\section*{Office hours: the Wigner equation in a parabolic well}

\textbf{Student.} You said in the lecture that an electron in a parabolic well moves exactly classically. The same well has discrete levels and a zero-point width. Both cannot be true.

\textbf{Lecturer.} Both are true, and the derivation shows why. The premises are these. One conduction band in the envelope approximation, with a constant mass $m$. Motion along the growth axis $x$ in a real potential energy $V(x)$, which may depend on time; the in-plane motion and the spin separate off. No collisions. The one-particle density matrix $\rho(x_1,x_2)=\langle x_1|\hat\rho|x_2\rangle$ and its derivatives vanish as $|x_1-x_2|\to\infty$. It obeys the von Neumann equation $i\hbar\,\partial_t\hat\rho=[\hat H,\hat\rho]$ with $\hat H=\hat p^2/2m+V(\hat x)$. In the commutator $\hat H$ acts on the first argument from the left and on the second from the right:
\begin{equation}
i\hbar\,\partial_t\rho=-\frac{\hbar^2}{2m}\left(\partial_{x_1}^2-\partial_{x_2}^2\right)\rho+\left[V(x_1)-V(x_2)\right]\rho .
\label{vn}
\end{equation}
Set $x=(x_1+x_2)/2$ and $y=x_1-x_2$, and define the function that Wigner introduced in 1932,
\begin{equation}
f(x,p)=\frac{1}{2\pi\hbar}\int dy\,\rho\!\left(x+\tfrac y2,x-\tfrac y2\right)e^{-ipy/\hbar},
\qquad
\rho\!\left(x+\tfrac y2,x-\tfrac y2\right)=\int dp\,f\,e^{ipy/\hbar}.
\label{def}
\end{equation}
This is the Weyl transform of $\hat\rho$ divided by $2\pi\hbar$. It is real, because $\rho(x_1,x_2)^*=\rho(x_2,x_1)$ and the change $y\to-y$ undoes the conjugation. Putting $y=0$ in the inverse gives $\int f\,dp=\rho(x,x)=n(x)$.

\textbf{Student.} So far it is a change of variables. Where does the drift term come from?

\textbf{Lecturer.} From the chain rule. $\partial_{x_1}=\tfrac12\partial_x+\partial_y$ and $\partial_{x_2}=\tfrac12\partial_x-\partial_y$, so the squares cancel and $\partial_{x_1}^2-\partial_{x_2}^2=2\,\partial_x\partial_y$. Equation (\ref{vn}) becomes
\begin{equation}
\partial_t\rho=\frac{i\hbar}{m}\,\partial_x\partial_y\rho+\frac{1}{i\hbar}\,\delta V(x,y)\,\rho,
\qquad
\delta V=V\!\left(x+\tfrac y2\right)-V\!\left(x-\tfrac y2\right).
\label{xy}
\end{equation}
Multiply by $e^{-ipy/\hbar}/2\pi\hbar$ and integrate over $y$. Integration by parts, with no boundary term by our premise, turns $\partial_y$ into $+ip/\hbar$. The first term gives $(i\hbar/m)(ip/\hbar)\,\partial_xf=-(p/m)\,\partial_xf$. Planck's constant has cancelled: free flight is classical with no approximation.

For the second term insert the inverse transform:
\begin{equation}
\frac{1}{i\hbar}\,\frac{1}{2\pi\hbar}\int dp'\,f(x,p')\int dy\,\delta V(x,y)\,e^{-i(p-p')y/\hbar}.
\end{equation}
Since $\delta V$ is odd in $y$, only the part $-i\sin[(p-p')y/\hbar]$ of the exponential survives, and $-i/i=-1$. Moving the term to the left,
\begin{equation}
\partial_tf+\frac pm\,\partial_xf+\int dp'\,W(x,p-p')\,f(x,p')=0,
\label{kernel}
\end{equation}
\begin{equation}
W(x,q)=\frac{1}{2\pi\hbar^2}\int dy\,\delta V(x,y)\,\sin\frac{qy}{\hbar}.
\label{W}
\end{equation}
This is the Wigner transport equation. It is equivalent to (\ref{vn}), as (\ref{def}) is invertible. If $V$ does not decay, $W$ is read as a distribution.

\textbf{Student.} That integral looks like a collision term. Is $-W$ a scattering rate from $p'$ to $p$?

\textbf{Lecturer.} No. $W$ is real and odd in $q$, so it takes both signs, which a rate cannot. Oddness also gives $\int dp\,dp'\,f(p)W(p-p')f(p')=0$, so $\int f^2dx\,dp$, which is proportional to the purity $\mathrm{Tr}\,\hat\rho^2$, is conserved. Nothing relaxes. Take one Fourier component, $V=V_0\cos kx$. Then $\delta V=-2V_0\sin kx\,\sin(ky/2)$, a factor $e^{\pm iky/2}$ shifts $p$ in (\ref{def}) to $p\mp\hbar k/2$, and the potential contributes
\begin{equation}
\partial_tf\big|_V=-\frac{V_0}{\hbar}\sin kx\left[f\!\left(x,p+\tfrac{\hbar k}{2}\right)-f\!\left(x,p-\tfrac{\hbar k}{2}\right)\right].
\label{cos}
\end{equation}
It is a finite difference in momentum. If $f$ is smooth on the scale $\hbar k$, the bracket tends to $\hbar k\,\partial_pf$ and the term to $V'\partial_pf$, the Newtonian force term.

\textbf{Student.} Do that for a general potential.

\textbf{Lecturer.} Suppose the Taylor series of $V$ about $x$ converges for all $y$ at which $\rho$ is appreciable. Even orders cancel in the difference:
\begin{equation}
\delta V=\sum_{j=0}^\infty\frac{2\,V^{(2j+1)}(x)}{(2j+1)!}\left(\frac y2\right)^{2j+1}=V'y+\frac{V'''y^3}{24}+\frac{V^{(5)}y^5}{1920}+\dots
\end{equation}
Under the integral $y\,e^{-ipy/\hbar}=i\hbar\,\partial_p\,e^{-ipy/\hbar}$, so $y^{2j+1}\to(i\hbar\,\partial_p)^{2j+1}$. Dividing by $i\hbar$ as (\ref{xy}) demands leaves $(i\hbar)^{2j}=(-1)^j\hbar^{2j}$. With everything on the left,
\begin{equation}
\partial_tf+\frac pm\,\partial_xf-V'\partial_pf+\frac{\hbar^2}{24}V'''\partial_p^3f-\frac{\hbar^4}{1920}V^{(5)}\partial_p^5f+\dots=0 .
\label{series}
\end{equation}
The first three terms are Liouville's equation. For $V=\tfrac12m\omega^2x^2$ plus any uniform force, even a time-dependent one, $V'''$ and all higher derivatives vanish, $\delta V=V'(x)\,y$ exactly, and $W=-V'\delta'(q)$. The equation is then of first order and $f$ is constant along Newtonian trajectories. Without the force,
\begin{equation}
f(x,p,t)=f_0\!\left(x\cos\omega t-\frac{p}{m\omega}\sin\omega t,\;p\cos\omega t+m\omega x\sin\omega t\right),
\label{rot}
\end{equation}
where the arguments are the point from which the trajectory started. The distribution rotates rigidly.

\textbf{Student.} Then my objection stands. Where did the levels go?

\textbf{Lecturer.} Into $f_0$. The equation of motion is free of $\hbar$; the set of allowed states is not, because $f_0$ must come from a positive operator $\hat\rho$. With $\ell^2=\hbar/m\omega$, the ground state $\psi_0\propto e^{-x^2/2\ell^2}$ in (\ref{def}) gives, by one Gaussian integral,
\begin{equation}
f_0=\frac{1}{\pi\hbar}\exp\left(-\frac{x^2}{\ell^2}-\frac{\ell^2p^2}{\hbar^2}\right),\qquad \sigma_x^2=\frac{\ell^2}{2},\quad\sigma_p^2=\frac{\hbar^2}{2\ell^2}.
\label{ground}
\end{equation}
For a real odd state such as $\psi_1$, $f(0,0)=(2\pi\hbar)^{-1}\int\psi_1(y/2)\psi_1(-y/2)\,dy=-1/\pi\hbar$. Equation (\ref{rot}) carries that negative region along for ever. Any function of the classical energy is unchanged by (\ref{rot}); which of them are eigenstates is decided by $\hat H\hat\rho=E\hat\rho$, a condition that the commutator does not contain. Classical transport of a quantum state is the accurate phrase.

\textbf{Student.} If $f$ can be negative and the kernel is non-local, I do not see why charge should be conserved locally.

\textbf{Lecturer.} Integrating over $p$ means setting $y=0$, and $\delta V(x,0)=0$. In (\ref{kernel}) this is $\int W\,dq=0$ for an odd kernel; in (\ref{series}) every potential term is a total $p$ derivative. Hence
\begin{equation}
\partial_tn+\partial_xj=0,\qquad j=\int\frac pm\,f\,dp=-\frac{i\hbar}{m}\,\partial_y\rho\Big|_{y=0}.
\end{equation}
As $\partial_y=\tfrac12(\partial_{x_1}-\partial_{x_2})$, a pure state $\rho=\psi(x_1)\psi^*(x_2)$ gives $j=(\hbar/m)\,\mathrm{Im}(\psi^*\partial_x\psi)$, the usual current. The kernel moves weight in $p$ at fixed $x$. Going on, $\int p^r\partial_p^3f\,dp=0$ for $r\le2$, so the momentum and energy balances have their classical form too. The first explicit $\hbar$ appears at $r=3$, where $\int p^3\partial_p^3f\,dp=-6n$ adds $+(\hbar^2/4)V'''n$ to $\partial_t\int p^3f\,dp$.

\textbf{Student.} So the classical limit is just $\hbar\to0$ in (\ref{series}).

\textbf{Lecturer.} That hides the $\hbar$ inside $f$. Compare the terms instead. For $f$ Gaussian in $p$ with width $\sigma_p$, and $u$ the distance from its centre in units of $\sigma_p$, $\partial_p^3f/\partial_pf=(u^2-3)/\sigma_p^2$. The third-order term over the force term has the size
\begin{equation}
\eta\,|u^2-3|,\qquad \eta=\frac{\hbar^2}{24\,\sigma_p^2}\left|\frac{V'''}{V'}\right|=\frac{1}{24}\left(\frac{\ell_c}{\ell_V}\right)^2 ,
\label{eta}
\end{equation}
where $\ell_c=\hbar/\sigma_p$ is the range of $\rho$ in $y$, the coherence length, and $\ell_V=|V'/V'''|^{1/2}$. Liouville's equation holds when the potential is nearly quadratic over a coherence length. A superposition of two packets a distance $d$ apart has $\rho\ne0$ at $y\approx\pm d$, so $f$ has fringes with $\partial_p\sim d/\hbar$. Each $\hbar$ in (\ref{series}) then cancels and $\eta\sim V'''d^2/24V'$, however small $\hbar$ is. The worst case is an abrupt heterojunction, $V=V_0\Theta(x)$. There $\delta V=V_0\,\mathrm{sgn}\,y$ for $|y|>2|x|$ and zero otherwise. With a factor $e^{-\gamma|y|}$, $\gamma\to0^+$, (\ref{W}) gives
\begin{equation}
W(x,q)=\frac{V_0}{\pi\hbar^2}\int_{2|x|}^\infty\sin\frac{qy}{\hbar}\,dy=\frac{V_0}{\pi\hbar}\,\frac{\cos(2qx/\hbar)}{q},
\end{equation}
as a principal value. Away from the step all derivatives of $V$ vanish while $W$ does not. The series (\ref{series}) misses this term at every order. For tunnel barriers only (\ref{kernel}) is valid.

\textbf{Student.} Fine. Now a real well. In Al$_c$Ga$_{1-c}$As the mass changes with $c$, so your first premise fails in the very system you advertise.

\textbf{Lecturer.} It does, and we shall find how much. Grade the alloy as $c(x)=c_0(2x/L)^2$ with $L=200$ nm and $c_0=0.30$. Take the conduction-band edge as $a_1c+a_2c^2$ with $a_1\approx0.80$ eV, a typical value, and an illustrative bowing $a_2=0.2$ eV. Take the approximate mass $(0.067+0.083\,c)\,m_e$, and $m=0.067\,m_e$ at the centre. All results are the model's. First the ideal well. The depth is $\Delta=a_1c_0=0.24$ eV, and $\tfrac12m\omega^2(L/2)^2=\Delta$ gives
\begin{equation}
m\omega^2=\frac{8\Delta}{L^2}=7.69\times10^{-6}\ \mathrm{N\,m^{-1}},\qquad\omega=1.12\times10^{13}\ \mathrm{s^{-1}}.
\end{equation}
So $\hbar\omega=7.39$ meV, $\omega/2\pi=1.79$ THz, the period is $0.560$ ps and $\ell=12.4$ nm. The edge of the well lies at $8.1\,\ell$ and $\Delta/\hbar\omega\approx32$, so the finite depth is irrelevant for low states. At 4 K, $k_BT=0.34$ meV and $\hbar\omega/k_BT=21$: only the ground subband is filled. Its width is $\ell/\sqrt2=8.8$ nm, whereas a Boltzmann distribution would have $(k_BT/m\omega^2)^{1/2}=2.7$ nm. That is how quantum the state is. Now hold a dilute electron gas in a field of $8\times10^5$ V/m along $x$. A uniform force only moves the minimum, by $x_0=eF/m\omega^2=16.7$ nm. Switch the field off suddenly. By (\ref{rot}) the Gaussian (\ref{ground}) circles the origin undeformed, with $\langle x\rangle=x_0\cos\omega t$. The mean number of quanta is $N=x_0^2/2\ell^2=0.90$.

Bowing adds $\lambda x^4$ with $\lambda=16a_2c_0^2/L^4$ and $a_2c_0^2=0.018$ eV. Its dimensionless strength is $\epsilon=\lambda\ell^4/\hbar\omega=5.8\times10^{-4}$. The series (\ref{series}) now ends at the third derivative. With $V'''=24\lambda x$, $V'\approx m\omega^2x$ and $\sigma_p^2=\hbar^2/2\ell^2$, (\ref{eta}) gives $\eta=2\lambda\ell^2/m\omega^2=2\epsilon=1.2\times10^{-3}$.

\textbf{Student.} That is the term your equation can handle. I asked about the one it cannot.

\textbf{Lecturer.} Then we widen the equation. Write $\hat H$ as a superposition of operators $\hat U=e^{i(k\hat x+s\hat p)}$; the same superposition of the functions $e^{i(kx+sp)}$ is its Weyl symbol $H(x,p)$. Because $[\hat x,\hat p]=i\hbar$ is a number, $\hat U=e^{i\hbar ks/2}e^{ik\hat x}e^{is\hat p}$. From the left, $e^{is\hat p}$ replaces $x_1$ by $x_1+\hbar s$, which shifts $x$ by $\hbar s/2$ and $y$ by $\hbar s$, so $f\to e^{isp}f(x+\hbar s/2,p)$. Then $e^{ik\hat x}$ multiplies by $e^{ikx}$ and replaces $p$ by $p-\hbar k/2$ throughout. That produces a phase $e^{-i\hbar ks/2}$, which cancels the prefactor. From the right both shifts reverse, by Hermitian conjugation. One component of the commutator therefore gives
\begin{equation}
\partial_tf=\frac{2}{i\hbar}\,e^{i(kx+sp)}\sinh\!\left[\frac\hbar2\left(s\,\partial_x-k\,\partial_p\right)\right]f .
\end{equation}
Factors $ik$ and $is$ are derivatives of the symbol. The linear term sums to $\partial_xH\,\partial_pf-\partial_pH\,\partial_xf$, Liouville's equation for $H(x,p)$. The cubic term carries $\hbar^2$, three derivatives of $H$ and three of $f$. This is Moyal's form. The motion is exactly classical for every Hamiltonian quadratic in $x$ and $p$ together.

Differentiating the two shift rules with respect to $s$ at $s=k=0$ shows that $\hat p$ acts on a symbol as $p-\tfrac{i\hbar}{2}\partial_x$ from the left and $p+\tfrac{i\hbar}{2}\partial_x$ from the right. I adopt the ordering $\hat p\,g(\hat x)\,\hat p$ with $g=1/2m(x)$; its symbol is $gp^2+\hbar^2g''/4$. Write $m(x)=m(1+\beta x^2)$ with $\beta=4(0.083\,c_0/0.067)/L^2$. Then $g\approx(1-\beta x^2)/2m$, which is safe as $\beta x_0^2=0.010$, and $g''$ is a constant that drops out of the dynamics. You have missed a second culprit. The band is not parabolic: $E(1+\alpha E)=p^2/2m$ with a typical $\alpha\approx0.6$ eV$^{-1}$, so $E\approx p^2/2m-\alpha(p^2/2m)^2$. With $X=x/\ell$ and $P=p\ell/\hbar$,
\begin{equation}
\frac{H}{\hbar\omega}=\frac{X^2+P^2}{2}+\epsilon X^4-\frac{\beta\ell^2}{2}X^2P^2-\frac{\alpha\hbar\omega}{4}P^4,
\end{equation}
where $\beta\ell^2=5.7\times10^{-3}$ and $\alpha\hbar\omega=4.4\times10^{-3}$.

\textbf{Student.} Three quartic terms of different shape. How do you compare them?

\textbf{Lecturer.} They are small, so only their average over one orbit accumulates in time. Put $X=\sqrt{2J}\cos\phi$, $P=\sqrt{2J}\sin\phi$. The averages $\overline{\cos^4\phi}=\overline{\sin^4\phi}=3/8$ and $\overline{\cos^2\phi\sin^2\phi}=1/8$ give $X^4,P^4\to\tfrac32J^2$ and $X^2P^2\to\tfrac12J^2$:
\begin{equation}
\frac{\bar H}{\hbar\omega}=J+\frac K2J^2,\qquad K=3\epsilon-\frac{\beta\ell^2}{2}-\frac{3\alpha\hbar\omega}{4}=(1.7-2.9-3.3)\times10^{-3}=-4.5\times10^{-3}.
\label{K}
\end{equation}
You were right to push: each kinetic term outweighs the bowing, and together they reverse its sign. The estimate $\eta=2\epsilon$ has the right order, but the scale to use is $|K|$.

Model (\ref{K}) can be solved both ways. Let $z=(X+iP)/\sqrt2$, so $J=|z|^2$, $z_0=\sqrt N$, and let $\theta=K\omega t$. Drop the $\hbar^2$ term first. Each point rotates at $\omega(1+KJ)$, so $z(t)=z\,e^{-i\omega t-i\theta|z|^2}$, to be averaged over the displaced Gaussian (\ref{ground}), which is $(2/\pi)e^{-2|z-z_0|^2}$ per $d^2z$. Use $\int d^2z\,z\,e^{-w|z|^2+v(z+z^*)}=(\pi v/w^2)\,e^{v^2/w}$ with $w=2+i\theta$, $v=2z_0$, and keep the factor $e^{-2N}$. Since $4/w-2=-i\theta/(1+i\theta/2)$,
\begin{equation}
\langle z\rangle_{\rm cl}=\frac{z_0\,e^{-i\omega t}}{(1+i\theta/2)^2}\exp\left[\frac{-i\theta N}{1+i\theta/2}\right].
\label{cl}
\end{equation}
For the full dynamics we need the levels. The Wigner function of the oscillator state $|n\rangle$ is unchanged by (\ref{rot}), so it depends on $J$ alone and $\langle n|\hat X^4|n\rangle=\tfrac32\langle J^2\rangle$. Ladder operators give $\langle n|\hat X^4|n\rangle=\tfrac34(2n^2+2n+1)$, hence $\langle J^2\rangle=n^2+n+\tfrac12$. The operator with the rotation-invariant symbol $J^2$ commutes with the oscillator Hamiltonian and has these eigenvalues. Thus $E_{n+1}-E_n=\hbar\omega[1+K(n+1)]$. The displaced ground state has amplitudes $c_n=e^{-N/2}z_0^n/\sqrt{n!}$, and $z$ is the symbol of the lowering operator, so
\begin{equation}
\langle z\rangle_{\rm q}=\sum_nc_nc_{n+1}\sqrt{n+1}\,e^{-i\omega t-i\theta(n+1)}=z_0\,e^{-i\omega t-i\theta}\exp\left[-N\left(1-e^{-i\theta}\right)\right].
\label{q}
\end{equation}
Expand the logarithms of $\langle z\rangle e^{i\omega t}/z_0$. Equation (\ref{q}) gives $-i\theta(1+N)-N\theta^2/2$ and (\ref{cl}) gives the same plus $-\theta^2/4$, up to terms in $\theta^3$. The frequency shift $K(1+N)=-0.8$ per cent is common to both. The moduli are
\begin{equation}
\frac{|\langle z\rangle_{\rm q}|}{z_0}=e^{-N(1-\cos\theta)},\qquad
\frac{|\langle z\rangle_{\rm cl}|}{z_0}=\frac{1}{1+\theta^2/4}\exp\left[-\frac{N\theta^2/2}{1+\theta^2/4}\right].
\end{equation}

\textbf{Student.} The anharmonic shift itself comes out right without any $\hbar^2$ term? That looks like luck.

\textbf{Lecturer.} It follows from the structure. At first order in the quartic terms, the $\hbar^2$ term is a source made of third derivatives of $f$, carried along by the linear flow (\ref{rot}). A linear flow maps $x$ into a linear function, and three integrations by parts annihilate it. So $\langle x\rangle$ feels the $\hbar^2$ term only at second order. The time scale is $|\theta|=1$, or $t_K=1/|K|\omega=20$ ps, about 36 periods. There the dipole amplitude is $0.66$ in the full dynamics of (\ref{K}) and $0.56$ in the classical one. At $|\theta|=2\pi$, after $0.13$ ns, (\ref{q}) revives to 1 while (\ref{cl}) has fallen to $0.018$. Classical shearing has wound $f$ into a thin spiral, the third derivatives have grown, and $\eta$ is no longer small.

\textbf{Student.} Would anyone see that revival?

\textbf{Lecturer.} Not in an ordinary sample, and here the model misses badly. It has no scattering, so its dipole lives far too long: intersubband coherence in such wells typically lasts of the order of 1 ps, against the 20 ps above. Take 1 ps as the window. Then $|\theta|=0.050$, and the classical amplitude lies below the quantum one by the fraction $\theta^2/4\approx6\times10^{-4}$. Read that as an order of magnitude. The oscillating parts dropped in (\ref{K}) add second-order terms that grow as $K^2\omega t$ and not as $(K\omega t)^2$, and $\omega t$ is only 11; they also change the level anharmonicity by a few per cent of $K$. One more neglected piece: an in-plane energy $E_\parallel$ adds $-\beta x^2E_\parallel$ and $-2\alpha E_\parallel\,p^2/2m$, which lower $\omega$ by the fraction $(\beta\ell^2/\hbar\omega+\alpha)E_\parallel\approx5\times10^{-4}$ for $E_\parallel=k_BT$ at 4 K. That is about a tenth of $|K|$, and, being quadratic in $x$ and $p$, it enters both dynamics alike.

\textbf{Student.} And if the gas is not dilute?

\textbf{Lecturer.} Then $V$ in (\ref{kernel}) includes the Hartree potential, which is not quadratic near the edges of the electron slab, and neither (\ref{rot}) nor the value of $K$ applies. One statement survives for the ideal well with constant mass. Pair forces cancel in the total momentum, so the Heisenberg equations for the centre of mass close on $\ddot X_{\rm cm}=-\omega^2X_{\rm cm}$ at any density. This is the generalised form of Kohn's theorem.

The range of validity is then as follows. The kernel equation (\ref{kernel}) is exact for one parabolic band, constant mass and any one-body potential, abrupt ones included; collisions and contacts must be added from outside, as a collision term and as boundary conditions. The series (\ref{series}) needs in addition a potential that is analytic over the coherence length. Its truncation to Liouville's equation is exact for quadratic Hamiltonians and otherwise needs $\eta\ll1$ at all times considered, not only at the start. Continuity holds at every level. For the model's 200 nm well the truncation is good for $t\ll20$ ps, and within a 1 ps window it changes the dipole amplitude by roughly one part in a thousand or less, although the state being transported, $8.8$ nm wide against a classical $2.7$ nm, is set by $\hbar$ throughout.